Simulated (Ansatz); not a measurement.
# Redistribution: C2H3BrF2 + CHBr2Cl → C2H3ClF2 + CHBr3

Species: C2H3BrF2 `FCC(F)Br`, singlet; CHBr2Cl (chlorodibromomethane) `ClC(Br)Br`, singlet; C2H3ClF2 `FCC(F)Cl`, singlet; CHBr3 (bromoform) `BrC(Br)Br`, singlet. The partners trade Br for Cl; both sit on C, so the bond types are kept.

Shapes, held fixed at every level: PBE0-D4/def2-TZVP. Flexible molecules stand in one conformer, not always the lowest. Programs: Ansatz 0.2.0. Electronic energies: no zero-point or thermal term.

| level | kind | ΔE (kJ/mol) | less CCSD(T)/def2-TZVPP | CPU time (sum over the molecules) |
| --- | --- | --- | --- | --- |
| PBE-D4/def2-TZVPP | GGA | -6.4 | +2.0 | 30 s |
| r2SCAN-D4/def2-TZVPP | meta-GGA | -6.4 | +2.0 | 64 s |
| B3LYP-D4/def2-TZVPP | global hybrid | -6.4 | +2.0 | 62 s |
| wB97M-V/def2-TZVPP | range-separated hybrid | -7.3 | +1.1 | 2.4 min |
| wB97X-V/def2-TZVPP | range-separated hybrid | -7.5 | +0.9 | 100 s |
| B2PLYP/def2-TZVPP | double hybrid | -7.8 | +0.6 | 68 s |
| CCSD/def2-TZVPP | coupled cluster or CI | -8.3 | +0.1 | – |
| CCSD(T)/def2-TZVPP | coupled cluster or CI | -8.4 | 0.0 | 22 min |

The highest level, CCSD(T)/def2-TZVPP, gives ΔE = -8.4 kJ/mol; the levels span -8.4 to -6.4. The column of differences is taken from that level and isn't an error. No measured value is set beside it here. Relativity is left out for Br unless named. Correlated rows may include outer-core shells of Br, which these sets cover unevenly. Times are processor times on shared x86 and Arm servers, and rough.

Every level places chlorine on the fluorinated carbon and bromine on the polybrominated one, with CCSD(T) giving -8.4 kJ/mol. Because the exchange keeps the bond types, the strengths of the C–Cl and C–Br bonds largely cancel, and what remains is the effect of the neighbouring substituents. The carbon bearing fluorine is the more electron-poor and probably gains more from the more electronegative, shorter-bonded chlorine, helped by geminal lone-pair donation into the C–F antibonding orbital. Crowding among the three bromines in bromoform should work against the exchange, but evidently doesn't outweigh this preference.

The triples correction shifts the result by only 0.1 kJ/mol, so the preference doesn't hinge on connected triple excitations. All the density functionals make the reaction less exothermic than coupled cluster does, perhaps through an uneven account of medium-range correlation between the geminal halogens. B3LYP coincides with PBE and r2SCAN, so admixing exact exchange doesn't by itself close the gap. The total energies can't separate the electrostatic from the hyperconjugative share of the preference.
